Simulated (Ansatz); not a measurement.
## From GeH3(CH3) to Ge(CH3)F3: predicting a member

Gas-phase molecules. On one Ge centre that keeps CH3, n of the H ligands are replaced by F. The dipole moment y in D at wB97M-V/def2-TZVPP. Shapes: PBE0-D4/def2-TZVP. Programs: Ansatz 0.2.0.

| molecule | n | y (D) |
| --- | --- | --- |
| GeH3(CH3) | 0 | 0.69 |
| GeH2(CH3)F | 1 | 2.45 |
| GeH(CH3)F2 | 2 | ? |
| Ge(CH3)F3 | 3 | 3.62 |

Problem. Fit y = c + s·n to the known rows and predict GeH(CH3)F2.

Solution. 
1. Means of the 3 rows: n = 1.33333, y = 2.253.
2. Σ(Δn)² = 4.6667, Σ(Δn·Δy) = 4.2967, so the slope is 4.2967/4.6667 = 0.92071.
3. Intercept: 2.253 − (0.92071) × 1.33333 = 1.025. The largest residual of the fit is 0.50.
4. GeH(CH3)F2: 1.025 + (0.92071) × 2 = 2.87 D.

The run gave 3.17 D, so the prediction is off by -0.30 D, within the largest residual. The step per swap drifts from +1.76 to +0.45 D. Other levels give for GeH(CH3)F2: PBE-D4/def2-TZVPP 3.03; B3LYP-D4/def2-TZVPP 3.18 D. Relativity is left out for Ge.

The dipole moment rises with every fluorine, but by ever smaller steps, so a straight line misses the curvature and places GeH(CH3)F2 too low. All three levels put this molecule above the fitted 2.87 D. Fluorine's electronegativity makes Ge–F strongly polar, which explains the large first step from 0.69 to 2.45 D. Further Ge–F moments add as vectors, and their components perpendicular to the resultant partly cancel.

Geometry alone, however, would not give the full trend. In an ideal tetrahedron, three equal Ge–F moments have the same resultant as one, and two have a slightly larger one. The continued rise to 3.62 D therefore suggests a growing contribution from the methyl side, probably because the increasingly positive germanium draws density from the polarisable CH3 group, whose axis lies opposite the resultant of the three fluorines. Narrower F–Ge–F angles, as expected from Bent's rule, would act in the same direction. The total moments alone cannot separate these two contributions.
